Dear colleague,

When a code relaxes a structure with FIRE or quick-min, it lets the atoms fall under their forces and takes kinetic energy away. The N₂ bond is the one-mode limit, and there everything can be counted exactly. I measure cost in force evaluations ("calls") and accuracy by the remaining force.

1. How the energy leaves

Take equal masses m, collect all coordinates in one vector, and let θ be the angle between velocity v and force F. FIRE (Bitzek and co-workers, 2006) starts from

dv/dt = F/m − γ|v|(v̂ − F̂),

with hats for unit vectors and γ ≥ 0 a rate. With E = ½mv² + V and dV/dt = −F·v,

dE/dt = m v·dv/dt − F·v = −mγ|v|(|v| − v·F̂) = −mγv²(1 − cos θ) ≤ 0.

Motion along the force loses nothing. In code the steering is a mixing, v → (1 − α)v + α|v|F̂. Squaring shows that it removes the fraction 2α(1 − α)(1 − cos θ) of the kinetic energy, which for α = γΔt ≪ 1 is the law above. Quick-min projects, v → (v·F̂)F̂, keeps cos²θ and removes sin²θ. Both set v = 0 when F·v < 0. I call that the stop.

For N₂ stretching along its axis, θ is 0 or π. Downhill, mixing and projection do nothing. Uphill, the differential equation would dissipate 2mγv², but the stop comes first. At fixed time step the two methods are then one algorithm: fall from rest, and stop on passing the minimum, a quarter period later. In continuous time this lands exactly on the minimum. With finite steps it overshoots, and the integrator decides by how much.

2. The model

Typical inputs, chosen to reproduce the N₂ stretch: harmonic wavenumber 2359 cm⁻¹, reduced mass μ = 7.00 amu, well depth D = 9.9 eV. They give ω = 0.4444 fs⁻¹, a quarter period of 3.5 fs and k = μω² = 143 eV/Å². With x the departure from the equilibrium length, V = ½kx², and the exact answer is x = 0. I assume a start at x₀ = 0.010 Å, where |F| = 1.43 eV/Å and V/k_B = 83 K. The tolerances are 0.05 and 0.001 eV/Å, or ε = 0.035 and 7.0×10⁻⁴ of the starting force. The looser one already means 3.5×10⁻⁴ Å and 0.10 K. Below, x is in units of x₀, u = v/(ωx₀), and h = ωΔt. Each step makes one call, tests convergence, applies the stop if F·v < 0, and moves. Point n costs n + 1 calls.

3. The integrators

Explicit Euler uses the old values on the right: x' = x + hu, u' = u − hx. For z = x + iu this is z' = (1 − ih)z, so every step multiplies the amplitude by r = √(1 + h²) and the energy by 1 + h², and turns the phase by ψ = arctan h. From rest, x_n = rⁿ cos nψ. Mixing cannot be relied on to offset this. With the typical starting value α = 0.1 and θ ≤ 90°, it removes at most 0.18 of the kinetic energy per step. If the modes carrying the energy share one h, gain wins for certain once (1 + h²)(1 − 0.18) > 1, that is h > 0.47, or Δt > 1.05 fs at the N₂ frequency.

Semi-implicit Euler kicks first and drifts with the new velocity: u' = u − hx, x' = x + hu'. Substitution shows that x² + u² − hxu is unchanged. This form is positive definite for h < 2, so free motion stays bounded for Δt < 4.50 fs. Eliminating u gives x_{n+1} = (2 − h²)x_n − x_{n−1}. Rest means x_{−1} = x₀, and with h = 2 sin(φ/2),

x_n = cos[(n + ½)φ]/cos(φ/2).

4. What one stop achieves

The stop fires at the first step N with x_N < 0. The run restarts from rest at |x_N| = ρ, and since the map is linear every cycle repeats with the same N and ρ.

Semi-implicit, h < 1: the phase (N + ½)φ passes π/2 by at most φ, so ρ ≤ sin φ/cos(φ/2) = h, with N ≈ π/(2h). For h > 1 the first step, x₁ = 1 − h², already overshoots, so N = 1 and ρ = h² − 1. At fixed Δt the stopped scheme therefore diverges for h > √2, or Δt > 3.18 fs, well inside the limit of 2 for free motion.

Explicit: the phase Nψ passes π/2 by at most ψ, so ρ ≤ r^N sin ψ = h r^(N−1). Because (N − 1)ψ ≤ π/2 and ln r/ψ ≈ h/2, this is about h exp(πh/4) for small h. The bound rises with h and reaches 0.89 at h = 1/√3 = 0.58. Between there and h = 1, N = 3 and ρ = 3h² − 1, so the safe range ends at h = √(2/3) = 0.82, or 1.84 fs.

Within these bounds ρ is a sawtooth in h. At h = 0.2 both schemes have N = 8, and explicit Euler happens to land at ρ = 0.0098 against 0.132. The bounds favour the semi-implicit scheme. A single h can go either way.

5. Two alternatives

Steepest descent, x' = x + (Δt²/μ)F, is a stop at every step: x_n = (1 − h²)ⁿ. For small h it needs about ln(1/ε)/h² calls. The stopped semi-implicit scheme needs at most ln(1/ε)/ln(1/h) cycles, rounded up, of about π/(2h) calls. Both counts are logarithmic in accuracy, but the price of a timid step is 1/h² for one and less than 1/h for the other.

The secant method is what the quasi-Newton update BFGS becomes in one dimension. It draws a line through the last two forces and jumps to its zero. If −F ∝ e + be² at a distance e from the minimum, that zero is

e₂ = (e₀F₁ − e₁F₀)/(F₁ − F₀) = b e₀e₁/[1 + b(e₀ + e₁)].

In the harmonic well b = 0, so the third call sits on the exact minimum. Otherwise e_{n+1} ≈ b e_n e_{n−1}. Putting e_{n+1} ∝ e_n^p gives p² = p + 1, p = 1.618, and the calls grow only as ln ln(1/ε). As a harder test I use the Morse well V = D(1 − exp(−ax))², x in Å, whose minimum is again exactly x = 0. Its curvature 2Da² = k fixes a = 2.69 Å⁻¹, the force is −(k/a)[exp(−ax) − exp(−2ax)], and b = −3a/2. Starting at 0.010 Å with one descent step of h = 0.5, the successive forces are 1.37, 1.05, 0.045, 0.0014 and 1.8×10⁻⁶ eV/Å.

6. Work and memory besides the calls

For d coordinates, three per atom, count stored numbers and multiplications per step. Descent stores x and F and makes one scaled addition. FIRE adds v, and needs three scalar products (3d), the mixing (2d), a kick and a drift (2d). L-BFGS keeps s pairs of position and force differences and passes over them twice, each time with one scalar product and one scaled addition per pair. Full BFGS stores a d × d matrix and multiplies vectors by it.

method | memory | work per step | memory for d = 3000
descent | 2d | d | 6000
FIRE | 3d | 7d | 9000
L-BFGS | (2s + 2)d | 4sd | 66000 (s = 10)
BFGS | d² | a few d² | 9×10⁶

Quick-min stores the same as FIRE and does slightly less work. A plane-wave density-functional call must orthonormalise its orbitals, at a cost of (orbitals)² × (plane waves), which grows as d³, in each self-consistency iteration. Every entry above is small beside that, so calls are the cost.

7. The count

h = 0.25, 0.5 and 0.8 correspond to Δt = 0.56, 1.13 and 1.80 fs. The last two columns give the smallest force met, in eV/Å, within a budget of 4 and of 12 calls. All rows are harmonic except the last.

method | h | N | ρ | calls to 0.05 | calls to 0.001 | in 4 | in 12
descent | 0.25 | 1 | 0.9375 | 53 | 114 | 1.2 | 0.70
descent | 0.5 | 1 | 0.75 | 13 | 27 | 0.60 | 0.060
descent | 0.8 | 1 | 0.36 | 5 | 9 | 0.067 | 1.9×10⁻⁵
semi-implicit | 0.25 | 6 | 0.059 | 11 | 18 | 0.92 | 0.016
semi-implicit | 0.5 | 3 | 0.203 | 8 | 15 | 0.29 | 0.0037
semi-implicit | 0.8 | 2 | 0.510 | 10 | 22 | 0.26 | 0.018
explicit | 0.25 | 7 | 0.177 | 14 | 28 | 1.2 | 0.16
explicit | 0.5 | 4 | 0.4375 | 16 | 36 | 0.36 | 0.068
explicit | 0.8 | 3 | 0.92 | 87 | 228 | 0.51 | 0.40
secant | any | – | – | 3 | 3 | exact | exact
secant, Morse | 0.5 | – | – | 3 | 5 | 0.0014 | below 1.8×10⁻⁶

Three cautions apply.

The first explicit step from rest does not move the atoms. I charge a call for it. Skipping it saves one call per cycle and leaves ρ as it is.

Anharmonicity is not negligible in the first cycle. At the start it lowers the force by 3ax₀/2 = 4.0 per cent. In time τ = ωt the motion obeys d²x/dτ² = −x + βx² with β = 3ax₀/2, and to first order x = cos τ + β[½ − (cos τ)/3 − (cos 2τ)/6]. At τ = π/2 the shift is 2β/3 = ax₀ = 0.027. That is nearly half of ρ = 0.059 and about an eighth of 0.203. In the next cycle it is smaller by the factor ρ. In the Morse well the counts for the stopped schemes may thus move by a few calls, and I read nothing into differences of that size.

The table holds Δt fixed. FIRE with its typical settings halves Δt at each stop and raises it by a factor 1.1 per step only after five downhill steps. The halving rescues a start beyond √2 or √(2/3). Cycles of two to four steps never reach the growth, so such runs slide to smaller h.

There is also a cheap improvement. Stepping half a step back at the stop puts the semi-implicit scheme at (x_N + x_{N−1})/2 = cos Nφ, whose size is at most h/2. At h = 0.5 that is 0.055 in place of 0.203, for one more call per cycle.

8. The choice

For 0.05 eV/Å the secant method is cheapest with 3 calls. For 0.001 eV/Å it needs 5 in the Morse well, against 9 for the best descent and 15 for the best stopped run in the harmonic one. It is also the best use of either budget, and the only method to get below 0.05 eV/Å within 4 calls.

Among the methods that keep no force history, the answer depends on what you know about the stiffness. If ω is known well enough to set h near 0.8, descent wins at both tolerances and in both budgets, since h = 1 would be Newton's step and inertia only adds overshoot. If it is not known, take the semi-implicit stop. Over the three steps its count to 0.001 eV/Å stays between 15 and 22, while descent ranges from 9 to 114, and at h = 0.25 the ratio is 6.3. Within 12 calls it gives the smallest force of the three at h = 0.25 and 0.5. Explicit Euler costs the same per step and needs 1.6, 2.4 and 10 times the calls at the tight tolerance, so apart from lucky steps such as h = 0.2 it has nothing to offer.

Two things carry over to a slab or a defect cell. The stiffest bond caps Δt, so a soft mode sees h of order 1/√κ, with κ the ratio of the largest to the smallest ω². The one-mode counts then suggest calls growing as κ for descent and roughly as √κ for the inertial schemes, though my derivation covers only the stage where one soft mode is left. And forces from loosely converged self-consistency carry a scatter σ. The secant step divides by a difference of two forces, which can come out near zero once both are of order σ, and the jump is then large. A restart from rest moves the bond by only h²σ/k in response to the same scatter. With clean forces near the minimum I would use a quasi-Newton method, and with noisy forces FIRE on a semi-implicit integrator. The counts above are the model's, for a well whose stiffness was set to the typical N₂ value.